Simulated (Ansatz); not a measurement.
## Ligand exchange: how K changes with temperature for SnH4 + CuNH2 ⇌ SnH3(NH2) + CuH

Gas-phase species: SnH4 `[SnH4]`, singlet; CuNH2 `[NH2][Cu]`, singlet; SnH3(NH2), singlet; CuH, singlet. The partners trade H for NH2: Sn–H and Cu–NH2 bonds give way to Sn–NH2 and Cu–H.

The electronic reaction energy at wB97M-V/def2-TZVPP is -10.2 kJ/mol. Shapes: PBE0-D4/def2-TZVP. Programs: Ansatz 0.2.0. Enthalpy and entropy come from rigid-rotor, harmonic-oscillator sums on unscaled PBE0-D4/def2-TZVP wavenumbers, ideal gases at 1 bar. Symmetry numbers: SnH4 12, CuNH2 1, SnH3(NH2) 1, CuH 1. R = 8.3145 J/(mol K).

| T (K) | ΔH (kJ/mol) | ΔS (J/(mol K)) |
| --- | --- | --- |
| 400 | -9.8 | +10.1 |
| 600 | ? | ? |
| 800 | -7.3 | +14.4 |

**Question.** Work out ln K at 400 and 800 K, and from these estimate it at 600 K.

**Answer.** 
1. 400 K: ΔG = -9.8 − 400 × (+10.1)/1000 = -13.8 kJ/mol; ln K = −ΔG/RT = +4.15.
2. 800 K: ΔG = -7.3 − 800 × (+14.4)/1000 = -18.8 kJ/mol; ln K = −ΔG/RT = +2.83.
3. Slope against 1000/T: (+2.83 − (+4.15))/(1.2500 − 2.5000) = +1.06, that is −ΔH/R with ΔH near -9 kJ/mol.
4. 600 K: ln K = +4.15 + (+1.06) × (1.6667 − 2.5000) = +3.27.

The full sums give ΔH = -8.5 kJ/mol, ΔS = +12.7 J/(mol K), ΔG = -16.1 kJ/mol and ln K = +3.23 at 600 K, so the line is off by +0.04 in ln K; without rounding the miss is +0.04, from the change of ΔH with temperature. The products are favoured over this whole range. An error of 10 kJ/mol in the energy moves ln K by 2.0 at 600 K. Soft modes are treated as harmonic, which can err either way at these temperatures; the lowest are those of SnH3(NH2) (124 cm⁻¹). Other reactions of these species are left aside. For atoms past krypton def2 sets carry core potentials with scalar relativity. Relativity is left out for Cu.

Exchange is favoured by both enthalpy and entropy, and K falls on heating because the reaction is exothermic. The enthalpy probably reflects a better match of partners: amide gains more from a polar bond to tin(IV), while soft copper(I) holds hydride comparatively well. The entropy gain stems largely from symmetry. Replacing one of the equivalent hydrogens of SnH4 removes its rotational symmetry number, and that term alone exceeds the whole ΔS at each temperature listed. Forming linear CuH also turns a rotation into a vibration, which helps explain why ΔH becomes less negative and ΔS more positive as vibrations are excited.

The preference for products would survive an energy error of 10 kJ/mol throughout the range, but the sign of ΔH would not, so the direction of exchange is better supported than the fall of K with temperature. These constants do not carry over to condensed phases, where copper(I) amides and hydrides tend to aggregate through bridging ligands.
